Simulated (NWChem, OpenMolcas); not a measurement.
# P4 (SMILES P12P3P1P23): methods side by side

The species is P4 (4 atoms), meant as a singlet with charge 0. SMILES: `P12P3P1P23`. Geometry: relaxed at PBE0-D4/def2-TZVP.

```xyz
4

P    -0.7248   -0.1000    1.1194
P     1.2949    0.1098    0.3157
P    -0.1850   -1.0917   -0.7498
P    -0.3851    1.0819   -0.6852
```

Quantity: the HOMO–LUMO gap, in eV. The values are calculated.

```
              level                    kind     program  value (eV)  CPU time
       HF/def2-SVPD            Hartree–Fock  OpenMolcas       12.17      10 s
    SVWN5/def2-SVPD                     LDA  OpenMolcas        5.15      17 s
      PBE/def2-SVPD                     GGA      NWChem        5.17      13 s
   revPBE/def2-SVPD                     GGA  OpenMolcas        5.18      22 s
    M06-L/def2-SVPD                meta-GGA  OpenMolcas        5.48      28 s
   r2SCAN/def2-SVPD                meta-GGA  OpenMolcas        5.57      25 s
CAM-B3LYP/def2-SVPD  range-separated hybrid      NWChem        9.23      64 s
    wB97X/def2-SVPD  range-separated hybrid      NWChem       11.14      68 s
```

The values span 5.15 to 12.17 eV. Orbital gaps aren't excitation energies; they tend to grow with the share of exact exchange. CPU times are rough (shared hosts, several kinds of processor): they show what a rung costs within a factor of a few.

The gap of P4 depends far more on how exchange is treated than on which semilocal functional is chosen. LDA and the two GGAs agree almost exactly, at 5.15 to 5.18 eV, and the meta-GGAs lie only slightly higher. CAM-B3LYP then jumps to 9.23 eV and wB97X to 11.14 eV, close to the Hartree–Fock value. The likely reason is that nonlocal exchange lowers the occupied levels while leaving the empty ones without a comparable stabilisation, most strongly where it acts in full at long range, as in wB97X.

Even the smallest values leave a wide gap, which fits a closed-shell cage in which each phosphorus forms three single bonds and keeps a lone pair. The bent bonds of the tetrahedron are strained, but strain doesn't by itself imply a small gap: the frontier levels remain separated as bonding and antibonding combinations of the cage. The close agreement among the semilocal functionals reflects their similar potentials and is no sign of accuracy; without an ionisation energy and electron affinity for comparison, the table can't establish which method best approximates the fundamental gap.
